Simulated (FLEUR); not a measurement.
# Energy against fixed total spin moment in hcp Co at the measured cell, all-electron LDA

The usual rule of thumb for an itinerant ferromagnet has two parts. A high density of states at the Fermi energy makes the unpolarised metal unstable, and the moment then grows until the majority d band is nearly full. The fixed-moment series for hcp Co puts both parts to the test: how does the energy change as the spin moment is forced up from zero, and where does the moment settle? The answer bears on magnets and recording layers, where the moment should be large and hard to change. The calculated quantity is the free energy of the two-atom cell in LDA, measured from the run without spin polarisation, so a negative value means that the polarised state is favoured.

## Method

Co (hcp): the measured cell (COD); 2 atoms in the cell, atoms and cell held. FLEUR MaX-R8.1, all-electron FLAPW in bulk geometry, scalar-relativistic valence, LDA (VWN), basis cutoff 3.6 1/bohr, density cutoff 10.8 1/bohr, Fermi-Dirac smearing of 0.01 eV, muffin-tin radii Co 2.30 bohr. Local moments are those inside the muffin-tin spheres. Collinear spins without spin-orbit coupling, 16x16x8 k-points. The total moment is held by two Fermi energies, one for each spin; the row marked free is the unconstrained run, and the row at M = 0 is the run without spin polarisation.

Notes on method and selection:

- Each run ends in the state reached from its start (the fixed-moment runs continue from an earlier run), which may not be the lowest.
- A uniform moment does not probe antiparallel order, which can lie lower.
- Stoner picture: E = M^2 (1/(2N) - I/4) for small M, with N the density of states of both spins at the Fermi energy of the unpolarised run and I the Stoner parameter of the cell.
- A blank cell means that the quantity does not apply to the row, or that its run was not made or gave no value that passed the checks named.
- Curves that are not smooth, that do not rise at the largest moment or whose runs differ in settings are not tabled.
- Runs that did not converge, have known faults or may not be shown are not listed, and runs on Ansatz's PAW sets soft_1 and soft_2 are kept to separate tables.

Columns:

- fixed moment (μB/cell): total spin moment of the cell, held fixed.
- energy from unpolarised (meV/cell): free energy of the cell less that of the run without spin polarisation.
- Co moment (μB): largest spin moment inside a Co sphere, signed along the total.

## Table of results

| member | fixed moment (μB/cell) | energy from unpolarised (meV/cell) | Co moment (μB) |
| --- | --- | --- | --- |
| M = 0 muB | 0.000 | 0.0 | – |
| M = 0.542 muB | 0.542 | −17.7 | 0.282 |
| M = 1.08 muB | 1.084 | −63.1 | 0.563 |
| M = 1.63 muB | 1.627 | −134.5 | 0.844 |
| M = 2.17 muB | 2.169 | ? | ? |
| M = 2.71 muB | 2.711 | −328.5 | 1.402 |
| M = 3.14 muB, free | 3.138 | −398.1 | 1.615 |
| M = 3.25 muB | 3.253 | −392.0 | 1.670 |
| M = 3.79 muB | 3.795 | −245.8 | 1.920 |
| M = 4.34 muB | 4.338 | 138.6 | 2.158 |

Cells marked ? are withheld until the estimate has been made.

## Why the values move as they do

The energy falls from the first forced moment onwards. It is −17.7 meV/cell at 0.542 μB and reaches its lowest tabulated value, −398.1 meV/cell, in the free run at 3.138 μB. This is 3.138 / 2 = 1.569 μB and a gain of 398.1 / 2 = 199 meV per atom. The initial fall is the Stoner instability: the exchange energy gained by aligning spins exceeds the band energy spent on moving electrons from minority to majority states.

The way the fall ends shows what stops the moment. The slope of the curve is half the difference between the two Fermi energies, dE/dM = (E_F↑ − E_F↓)/2, with M in μB, and it vanishes in the free run, where the two are equal. Between 2.711 and 3.138 μB the mean slope is (−398.1 + 328.5) / (3.138 − 2.711) = −163 meV/μB. Between 3.138 and 3.253 μB it is already (−392.0 + 398.1) / (3.253 − 3.138) = +53 meV/μB, and over the last interval it reaches (138.6 + 245.8) / (4.338 − 3.795) = +708 meV/μB.

Such a rapid stiffening is expected when the majority d states are nearly full. Further majority electrons must enter broad sp bands with few states per unit energy, so the majority Fermi energy climbs quickly. The sphere moments fit this picture. In the free run the two spheres together hold 2 × 1.615 = 3.230 μB, more than the total, which leaves 3.138 − 2 × 1.615 = −0.092 μB between them. At 4.338 μB the remainder is 4.338 − 2 × 2.158 = +0.022 μB, as expected if part of the added moment goes into extended states.

The curve thus agrees with both parts of the rule of thumb for uniform polarisation at this cell. It shows the instability and the stiffening directly; their link to the density of states and to the filling of the majority d band is inferred.

## Blind estimate

Plain estimates from the members shown:

- M = 2.17 muB, straight-line interpolation between M = 1.63 muB and M = 2.71 muB: w = (2.169 − 1.627) / (2.711 − 1.627) = 0.500, so −134.5 + 0.500 × (−328.5 − (−134.5)) = −231.5 meV/cell

The member at 2.169 μB lies on the falling side, before the stiffening. The straight line gives −231.5 meV/cell but ignores the curvature. Since the energy is even in M and starts as M², the quotient q = E/M² varies more gently than E and is the better quantity to interpolate.

In meV/μB², q is −63.1 / 1.084² = −53.70, −134.5 / 1.627² = −50.81, −328.5 / 2.711² = −44.70 and −398.1 / 3.138² = −40.43. These four rows bracket the missing one and leave out the steep branch above the free moment. The cubic through them has these Lagrange weights at 2.169 μB:

- row at 1.084 μB: (2.169 − 1.627) × (2.169 − 2.711) × (2.169 − 3.138) / ((1.084 − 1.627) × (1.084 − 2.711) × (1.084 − 3.138)) = −0.157
- row at 1.627 μB: (2.169 − 1.084) × (2.169 − 2.711) × (2.169 − 3.138) / ((1.627 − 1.084) × (1.627 − 2.711) × (1.627 − 3.138)) = 0.641
- row at 2.711 μB: (2.169 − 1.084) × (2.169 − 1.627) × (2.169 − 3.138) / ((2.711 − 1.084) × (2.711 − 1.627) × (2.711 − 3.138)) = 0.757
- row at 3.138 μB: (2.169 − 1.084) × (2.169 − 1.627) × (2.169 − 2.711) / ((3.138 − 1.084) × (3.138 − 1.627) × (3.138 − 2.711)) = −0.241

The cubic then gives q as −0.157 × (−53.70) + 0.641 × (−50.81) + 0.757 × (−44.70) − 0.241 × (−40.43) = −48.23 meV/μB². The energy is then −48.23 × 2.169² = −226.9 meV/cell, which lies −226.9 + 231.5 = 4.6 meV above the straight line.

The same route can be tried on the shown row at 1.627 μB, using 0.542, 1.084, 2.711 and 3.138 μB. The first of these has q = −17.7 / 0.542² = −60.25 meV/μB², and the weights at 1.627 μB are:

- row at 0.542 μB: (1.627 − 1.084) × (1.627 − 2.711) × (1.627 − 3.138) / ((0.542 − 1.084) × (0.542 − 2.711) × (0.542 − 3.138)) = −0.2914
- row at 1.084 μB: (1.627 − 0.542) × (1.627 − 2.711) × (1.627 − 3.138) / ((1.084 − 0.542) × (1.084 − 2.711) × (1.084 − 3.138)) = 0.9812
- row at 2.711 μB: (1.627 − 0.542) × (1.627 − 1.084) × (1.627 − 3.138) / ((2.711 − 0.542) × (2.711 − 1.084) × (2.711 − 3.138)) = 0.5908
- row at 3.138 μB: (1.627 − 0.542) × (1.627 − 1.084) × (1.627 − 2.711) / ((3.138 − 0.542) × (3.138 − 1.084) × (3.138 − 2.711)) = −0.2805

This gives q as −0.2914 × (−60.25) + 0.9812 × (−53.70) + 0.5908 × (−44.70) − 0.2805 × (−40.43) = −50.20 meV/μB² and −50.20 × 1.627² = −132.9 meV/cell, against −134.5 in the table, a miss of 1.6 meV.

One trial is a thin basis for an error bar, and structure in the d density of states can bend the curve between rows. A miss of 1.6 meV on q × M² scales with M² to 1.6 × (2.169 / 1.627)² = 2.8 meV here, so 3 meV is taken as one standard deviation.

**Committed estimate, M = 2.17 muB: energy from unpolarised = −227 ± 3 meV/cell.**

## The withheld result

| member | fixed moment (μB/cell) | energy from unpolarised (meV/cell) | Co moment (μB) |
| --- | --- | --- | --- |
| M = 2.17 muB | 2.169 | −228.3 | 1.124 |

| member | estimate | energy from unpolarised (meV/cell) | computed | estimate − computed | miss in error bars |
| --- | --- | --- | --- | --- | --- |
| M = 2.17 muB | committed | −227.0 | −228.3 | +1.3 | 0.4 |
| M = 2.17 muB | interpolation | −231.5 | −228.3 | −3.2 |  |

The computed energy is −228.3 meV/cell. The estimate of −227 ± 3 lies 1.3 meV too high, well inside its error bar, and is closer than the straight line, which is 3.2 meV too low.

Interpolating E/M² gave the right sign for the correction to the straight line but made it somewhat too large. A pure M² law with the computed quotient, −228.3 / 2.169² = −48.5 meV/μB², would put the energy 48.5 × 0.542² = 14.2 meV above the line. The actual 3.2 meV shows that the gradual weakening of the quotient cancels most of this curvature.

The new row also shows how late the stiffening comes. The mean slope is (−228.3 + 134.5) / (2.169 − 1.627) = −173 meV/μB on the way to the new row and (−328.5 + 228.3) / (2.711 − 2.169) = −185 meV/μB on the way to the next. It is still −163 meV/μB up to the free moment, then +53 just above it. The energy gain per added moment thus hardly weakens until close to the free moment. This fits a majority d band whose upper edge is reached there, better than a gradual loss of exchange energy.

## Exceptions

Only the row at 0.542 μB departs visibly from the smooth course, and by little. Measured against M², the energy falls by 17.7 / 0.542² = 60.3 meV/μB² over the first step, but by (63.1 − 17.7) / (1.084² − 0.542²) = 51.5 and (134.5 − 63.1) / (1.627² − 1.084²) = 48.5 over the next two. Continuing that change back by one step would give 51.5 + (51.5 − 48.5) = 54.5, so the first row lies roughly (60.3 − 54.5) × 0.542² = 1.7 meV below that continuation.

Two causes are possible, and the table cannot separate them. One is a small sampling error in the unpolarised energy, from the k-point mesh at a Fermi level within the d bands: a zero of energy that is slightly too high lowers every other row equally and shows most in the quotient at small M. The other is real, a narrow peak in the density of states near the Fermi energy, which would favour the first small moment most. An initial Stoner coefficient read from this row alone would be unreliable.

The positive energy at 4.338 μB, 138.6 meV/cell, is no anomaly. It continues the steep rise above the free moment, where minority d electrons are moved into high-lying majority states.

## Summary

In LDA at the measured cell, the uniform moment settles at 3.138 μB/cell. Between 1.6 and 2.2 μB, interpolation of E/M² came within 2 meV in both trials; that accuracy should not be assumed across the sharp change of slope near the free moment.

Above the free moment the energy roughly follows E − E_free = ½k(M − M_free)². In meV/μB², the three rows above give k as 2 × (398.1 − 392.0) / (3.253 − 3.138)² = 922, 2 × (398.1 − 245.8) / (3.795 − 3.138)² = 706 and 2 × (398.1 + 138.6) / (4.338 − 3.138)² = 745. Below the free moment the form fails. The row at 2.711 μB does give 2 × (398.1 − 328.5) / (3.138 − 2.711)² = 763, but the likeness is accidental: a parabola with this k would have a slope of −763 × (3.138 − 2.711) = −326 meV/μB at that row, whereas the mean slopes on either side of it are only −185 and −163. The row at 2.169 μB gives 2 × (398.1 − 228.3) / (3.138 − 2.169)² = 362. The fall keeps nearly the same slope until close to the free moment and then ends within a short range, so k at the minimum itself is probably above 800. With μB of roughly 0.058 meV/T, a field of 10 T along the moment then adds no more than about 10 × 0.058 / 800 = 0.0007 μB/cell. Ordinary fields therefore barely lengthen the spin moment of cobalt; how easily they turn it, these collinear runs do not show.

Spin-orbit coupling, left out here, would add a small orbital moment, which counts in any comparison with measured magnetisation.
